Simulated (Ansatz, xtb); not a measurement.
# C3H10BPSi: which of two isomers lies lower

We compare I, `[SiH3]PBC1CC1`, a singlet, with II, `BP[SiH2]C(=C)C`, a singlet. Both are isolated molecules in the gas phase, relaxed with PBE-D3(BJ)/def2-SVP; each stands in its lowest conformer found.

Q: Which of the two would you expect CCSD(T)/def2-SVP + ΔMP2/def2-TZVPP electronic energies to favour?

A: Too close to call at this level: CCSD(T)/def2-SVP + ΔMP2/def2-TZVPP gives E(II) − E(I) = −0.79 kcal/mol.

How the difference moves with the method:

| level | geometry | E(II) − E(I) (kcal/mol) | departure from the last row (kcal/mol) | job, with rough time for the two |
| --- | --- | --- | --- | --- |
| GFN2-xTB | GFN2-xTB | +7.51 | +8.30 | optimisation, 0.48 s |
| HF/STO-3G | GFN2-xTB | +8.47 | +9.26 | single point, 0.28 s |
| r2SCAN-D4/def2-SVP | GFN2-xTB | +3.82 | +4.61 | single point, 3.1 s |
| PBE-D3(BJ)/def2-SVP | PBE-D3(BJ)/def2-SVP | +3.57 | +4.36 | optimisation, 40 s |
| HF/def2-SVP | PBE-D3(BJ)/def2-SVP | −0.15 | +0.64 | part of the CCSD(T) run |
| MP2/def2-SVP | PBE-D3(BJ)/def2-SVP | +4.11 | +4.90 | part of the CCSD(T) run |
| CCSD(T)/def2-SVP | PBE-D3(BJ)/def2-SVP | +1.36 | +2.15 | single point |
| CCSD(T)/def2-SVP + ΔMP2/def2-TZVPP | PBE-D3(BJ)/def2-SVP | −0.79 |  | single point, 44 s |

As drawn, II has 1 C–Si, 1 C=C, 1 B–H in place of 1 C–B, 2 C–C, 1 Si–H. Structure I has a 3-membered ring, II no ring.

The largest departure from CCSD(T)/def2-SVP + ΔMP2/def2-TZVPP is that of HF/STO-3G, 9.26 kcal/mol. The last row adds to CCSD(T) the change of the MP2 difference between the two basis sets, here −2.15 kcal/mol.

With thermal terms from frequencies at re-optimised GFN2-xTB minima (ideal gas, soft modes damped towards free rotors, one conformer each, 298.15 K, 1 atm): on the last row, ΔE + ΔZPE = −1.75, ΔH = −1.22, ΔG = −1.97 kcal/mol.

The correlated steps freeze 14 core orbitals. Run with Ansatz 0.2.0, xtb 6.7.1; the last row on 4 threads of Arm Neoverse V2 on a shared host.

The near-degeneracy probably reflects two opposing contributions. Opening a cyclopropane to a propene-type skeleton is normally downhill, because relief of ring strain outweighs the exchange of a σ bond for a π bond. Here that gain is largely offset, which suggests that moving the carbon substituent from boron to silicon carries a cost. Loss of donation from the strained ring bonds into boron's empty p orbital is a plausible part of it, although the P–B link in both isomers already supplies competing lone-pair donation.

In the small basis, correlation favours the compact ring isomer. MP2 exaggerates this preference and CCSD(T) takes much of it back, while the larger basis shifts the balance towards the alkene by more than the final gap. The closeness of HF/def2-SVP to the last row is therefore a cancellation of missing correlation against basis incompleteness, not evidence that correlation is unimportant. Zero-point energy and entropy both lean towards II, the latter as expected for an open chain with softer torsions. None of this bears on the barrier to interconversion.
